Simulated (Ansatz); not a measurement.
Re: pressure against volume scale

Periodic Kohn-Sham DFT of a crystal at fixed atoms, scaled to volume_scale times the given cell; pressure positive in compression, energy less spherical unpolarised free atoms, largest_vzz the field gradient of largest size among the nuclei. The results are calculated, by Ansatz 0.2.0.

The cell before it is scaled or strained (space group P6_3/mmc, No. 194):
```
cell vectors (Å)
   2.6029     0.0000     0.0000
  -1.3015     2.2542     0.0000
   0.0000     0.0000     4.1620
atoms (fractions of the cell vectors)
Re  0.33333  0.66667  0.25000
Re  0.66667  0.33333  0.75000
```

Settings of every row: method all-electron PAW; functional PBEsol; relativity scalar; k mesh 18x18x10; filling fermi-dirac; smearing width 0.05 eV; nucleus gaussian.

Atom start moment: 0 on all atoms.

Limits: all rows lie far from zero pressure; cell far from its zero-pressure volume; field gradient without spin-orbit coupling on heavy atoms; no gap: field gradients move with the k mesh; no spin-orbit coupling on heavy atoms.

| row | volume scale | V (Å³/atom) | pressure (GPa) | largest V_zz (1e21 V/m^2) |
| --- | --- | --- | --- | --- |
| 1 | 0.94 | 11.478 | 153.563 | -8.217 |
| 2 | 0.96 | 11.722 | ? | ? |
| 3 | 0.98 | 11.966 | 116.227 | -8.645 |
| 4 | 0.99 | 12.088 | 107.922 | -8.676 |
| 5 | 1 | 12.21 | 99.986 | -8.688 |
| 6 | 1.01 | 12.332 | 92.398 | -8.681 |
| 7 | 1.02 | 12.454 | 85.14 | -8.657 |
| 8 | 1.04 | 12.699 | 71.559 | -8.577 |
| 9 | 1.06 | 12.943 | 59.136 | -8.486 |

Question: what pressure should row 2 give?

Worked fit of pressure. Take u = (V_r/V)^(2/3) − 1 with V_r = 12.271 Å³ an atom, which is twice the finite (Eulerian) strain; such expansions in the strain, on which the Birch-Murnaghan equation of state is built, carry the rest volume and the bulk modulus. The shown rows have u = 0.04554, 0.01692, 0.01007, 0.00333, -0.0033, -0.00982, -0.0226, -0.03492. Least squares give pressure = 96.1493 + 1143.847 × u + 2476.88 × u² + 1980 × u³ GPa; a parabola predicts inner rows, each left out in turn, worse (root mean square 0.031 against 0.016 GPa). The rows lie off it by -0.001, 0.005, 0.001, 0.000, -0.004, -0.014, 0.018, -0.006 (root mean square 0.0087 GPa). The withheld row has u = 0.03098, so the fit gives 96.1493 + 1143.847 × (0.03098) + 2476.88 × (0.03098)² + 1980 × (0.03098)³ = 134.022 GPa.

The calculation gave 134.03 GPa. The fit lies 0.008 GPa (0.0085 % of the column's range) below it; its largest miss of a shown row is 0.018 GPa.

The other values of row 2: largest V_zz -8.499 1e21 V/m^2.
